**Basis-set dependence of the CCSD(T) atomization energy of ClF**

The table lists the frozen-core RCCSD(T) atomization energy of ClF (Ansatz 0.2.0, fixed MP2/6-31G* bond length) in six basis sets, counted from the cc-pV(Q+d)Z value of 249.4 kJ/mol. The program fits no model. It splits each step into the gain of the molecule and that of the atoms, using molecular energies of the same runs, and applies an inverse-cube rule in the cardinal number to two pairs of rows. The output shows two reversals of order (STO-3G above 6-31G, 6-31G* above cc-pV(D+d)Z), at both of which the atoms gain more than the molecule. The inverse-cube rule puts the limit at 261.0 kJ/mol from the triple- and quadruple-zeta rows and at 253.5 kJ/mol from the double- and triple-zeta rows, and it underestimates the last computed step by 4.3 kJ/mol.

Atomization energy of chlorine monofluoride (ClF, neutral singlet) in six basis sets, computed with Ansatz 0.2.0 at the CCSD(T) level, with a restricted Hartree-Fock reference for the molecule. Noble-gas cores are frozen and relativity is left out. The bond length is 1.66 Å throughout, from an MP2(full)/6-31G* geometry.

## The fit in Python

```python
# Table: atomization energy of ClF, RCCSD(T), frozen core, program Ansatz 0.2.0, fixed MP2/6-31G* bond,
# six basis sets, given as shift from the cc-pV(Q+d)Z value. Worked out: order, steps, the split of each
# step into molecule and atoms, function counts, and one parameter-free inverse-cube estimate.
T = {
    'row_basis': ['STO-3G', '6-31G', '6-31Gstar', 'cc-pV(D+d)Z', 'cc-pV(T+d)Z', 'cc-pV(Q+d)Z'],
    'row_functions': [14, 22, 34, 37, 69, 119],
    'row_shift': [-109.2, -144.1, -38.0, -63.5, -15.9, 0.0],  # kJ/mol
    'cost': [0.1, 0.2, 0.3, 0.4, None, 4],  # s
}
import numpy as np
from scipy import constants as C
k = C.e * C.N_A / 1e3  # kJ/mol per eV
b = [str(x).replace('star', '*') for x in T['row_basis']]
n = [int(x) for x in T['row_functions']]
s = np.array([float(x) for x in T['row_shift']])
D = 249.4 + s  # quadruple-zeta value from the caption
# further outputs of the same runs (molecule only, eV), in table order
E = np.array([-15036.5256, -15210.0865, -15215.2436, -15216.6727, -15221.5833, -15223.1312])
HF = np.array([-15035.1612, -15205.1151, -15206.2159, -15206.9855, -15208.4568, -15208.8236])
CC = np.array([-1.364364, -4.900719, -8.829017, -9.487604, -12.66243, -13.75402])
PT = np.array([0.0, -0.070601, -0.19869, -0.19954, -0.46408, -0.55356])
force = 0.54213  # eV/Angstrom in the T set, on F towards Cl
corr, A = CC + PT, E + D / k  # A: summed atoms, by arithmetic
# contracted shells s,p,d,f,g on F and Cl
sh = [((2, 1), (3, 2)), ((3, 2), (4, 3)), ((3, 2, 1), (4, 3, 1)), ((3, 2, 1), (4, 3, 2)),
      ((4, 3, 2, 1), (5, 4, 3, 1)), ((5, 4, 3, 2, 1), (6, 5, 4, 2, 1))]
cnt = [sum(m * (6 if (i == 2 and l == 2) else 2 * l + 1) for at in x for l, m in enumerate(at))
       for i, x in enumerate(sh)]
print("basis: functions (counted from shells), virtual orbitals, atomization kJ/mol, % of Q value")
for i in range(6):
    print(f"  {b[i]:12s} {n[i]:4d} ({cnt[i]}) {n[i]-13:4d} {D[i]:7.1f} {100*D[i]/D[-1]:5.0f}")
print("  6-31G* count uses six Cartesian d per atom; 13 occupied orbitals")
print("order by atomization energy:", " < ".join(b[i] for i in np.argsort(D)))
print("molecule, eV: CCSD correlation, (T), sum, sum in kJ/mol; atoms total by arithmetic")
for i in range(6):
    print(f"  {b[i]:12s} {CC[i]:8.3f} {PT[i]:7.3f} {corr[i]:8.3f} {corr[i]*k:8.1f}; {A[i]:.3f}")
print(f"largest gap in total = HF + CCSD + (T): {np.max(np.abs(E-HF-corr)):.4f} eV")
print("steps, eV lowering: molecule (HF part, correlation part), atoms; change of atomization kJ/mol")
for i in range(5):
    j = i + 1
    print(f"  {b[i]} to {b[j]}: {E[i]-E[j]:.3f} ({HF[i]-HF[j]:.3f}, {corr[i]-corr[j]:.3f}), "
          f"{A[i]-A[j]:.3f}; {D[j]-D[i]:+.1f}")
print(f"STO-3G: correlation {-corr[0]*k:.1f}, left for HF if atoms have none {D[0]+corr[0]*k:.1f} kJ/mol, "
      f"correlation share {-100*corr[0]*k/D[0]:.0f} %")
print(f"adding d to 6-31G: atomization {D[2]-D[1]:+.1f}, molecular HF lowering {(HF[1]-HF[2])*k:.1f} kJ/mol")
print(f"T to Q: molecule {(E[4]-E[5])*k:.1f}, atoms {(A[4]-A[5])*k:.1f} kJ/mol, "
      f"cancelled {100*(A[4]-A[5])/(E[4]-E[5]):.0f} %")
r3 = (3.0**-3 - 4.0**-3) / (2.0**-3 - 3.0**-3)
rat = lambda y: (y[5] - y[4]) / (y[4] - y[3])
print(f"step ratio (T to Q)/(D to T): inverse cube {r3:.3f}, atomization {rat(D):.3f}")
print(f"  molecule: HF {rat(HF):.3f}, correlation {rat(corr):.3f}, (T) alone {rat(PT):.3f}")
pred = r3 * (D[4] - D[3])
print(f"T to Q step predicted from D and T {pred:.1f}, computed {D[5]-D[4]:.1f}, miss {D[5]-D[4]-pred:+.1f} kJ/mol")
addTQ = (D[5] - D[4]) * 27 / 37
limDT, limTQ = D[4] + (D[4] - D[3]) * 8 / 19, D[5] + addTQ
print(f"inverse-cube limit: from T,Q {limTQ:.1f} (Q {addTQ:+.1f}, {100*addTQ/D[5]:.1f} %), from D,T {limDT:.1f} kJ/mol")
print(f"  the two limits differ by {limTQ-limDT:.1f} kJ/mol")
print(f"  same rule on molecular correlation: {-(corr[5]-corr[4])*27/37*k:.0f} kJ/mol still missing at Q")
print("rounding of the table: 0.05 kJ/mol per entry, 0.1 per difference")
print(f"force in T set towards shorter bond: {force:.2f} eV/A = {force*0.01*k:.2f} kJ/mol per 0.01 A")
RT = C.R * 298.15 / 1e3
print(f"RT at 298 K {RT:.2f} kJ/mol; exp(x/RT): x={D[5]-D[4]:.1f} gives {np.exp((D[5]-D[4])/RT):.0f}, "
      f"x={addTQ:.1f} gives {np.exp(addTQ/RT):.0f}")
print(f"D to Q: functions x{n[5]/n[3]:.1f}, rough time x{float(T['cost'][5])/float(T['cost'][3]):.0f}; T set has no time")
assert cnt == n
assert np.all(np.diff(E) < 0) and np.all(np.diff(A) < 0)
assert s[0] > s[1] and s[2] > s[3] and s[3] < s[4] < s[5]
assert r3 < rat(D) < 0.5
```

Output:

```
basis: functions (counted from shells), virtual orbitals, atomization kJ/mol, % of Q value
  STO-3G         14 (14)    1   140.2    56
  6-31G          22 (22)    9   105.3    42
  6-31G*         34 (34)   21   211.4    85
  cc-pV(D+d)Z    37 (37)   24   185.9    75
  cc-pV(T+d)Z    69 (69)   56   233.5    94
  cc-pV(Q+d)Z   119 (119)  106   249.4   100
  6-31G* count uses six Cartesian d per atom; 13 occupied orbitals
order by atomization energy: 6-31G < STO-3G < cc-pV(D+d)Z < 6-31G* < cc-pV(T+d)Z < cc-pV(Q+d)Z
molecule, eV: CCSD correlation, (T), sum, sum in kJ/mol; atoms total by arithmetic
  STO-3G         -1.364   0.000   -1.364   -131.6; -15035.073
  6-31G          -4.901  -0.071   -4.971   -479.7; -15208.995
  6-31G*         -8.829  -0.199   -9.028   -871.0; -15213.053
  cc-pV(D+d)Z    -9.488  -0.200   -9.687   -934.7; -15214.746
  cc-pV(T+d)Z   -12.662  -0.464  -13.127  -1266.5; -15219.163
  cc-pV(Q+d)Z   -13.754  -0.554  -14.308  -1380.5; -15220.546
largest gap in total = HF + CCSD + (T): 0.0001 eV
steps, eV lowering: molecule (HF part, correlation part), atoms; change of atomization kJ/mol
  STO-3G to 6-31G: 173.561 (169.954, 3.607), 173.923; -34.9
  6-31G to 6-31G*: 5.157 (1.101, 4.056), 4.057; +106.1
  6-31G* to cc-pV(D+d)Z: 1.429 (0.770, 0.659), 1.693; -25.5
  cc-pV(D+d)Z to cc-pV(T+d)Z: 4.911 (1.471, 3.439), 4.417; +47.6
  cc-pV(T+d)Z to cc-pV(Q+d)Z: 1.548 (0.367, 1.181), 1.383; +15.9
STO-3G: correlation 131.6, left for HF if atoms have none 8.6 kJ/mol, correlation share 94 %
adding d to 6-31G: atomization +106.1, molecular HF lowering 106.2 kJ/mol
T to Q: molecule 149.3, atoms 133.4 kJ/mol, cancelled 89 %
step ratio (T to Q)/(D to T): inverse cube 0.243, atomization 0.334
  molecule: HF 0.249, correlation 0.343, (T) alone 0.338
T to Q step predicted from D and T 11.6, computed 15.9, miss +4.3 kJ/mol
inverse-cube limit: from T,Q 261.0 (Q +11.6, 4.7 %), from D,T 253.5 kJ/mol
  the two limits differ by 7.5 kJ/mol
  same rule on molecular correlation: 83 kJ/mol still missing at Q
rounding of the table: 0.05 kJ/mol per entry, 0.1 per difference
force in T set towards shorter bond: 0.54 eV/A = 0.52 kJ/mol per 0.01 A
RT at 298 K 2.48 kJ/mol; exp(x/RT): x=15.9 gives 610, x=11.6 gives 108
D to Q: functions x3.2, rough time x10; T set has no time
```
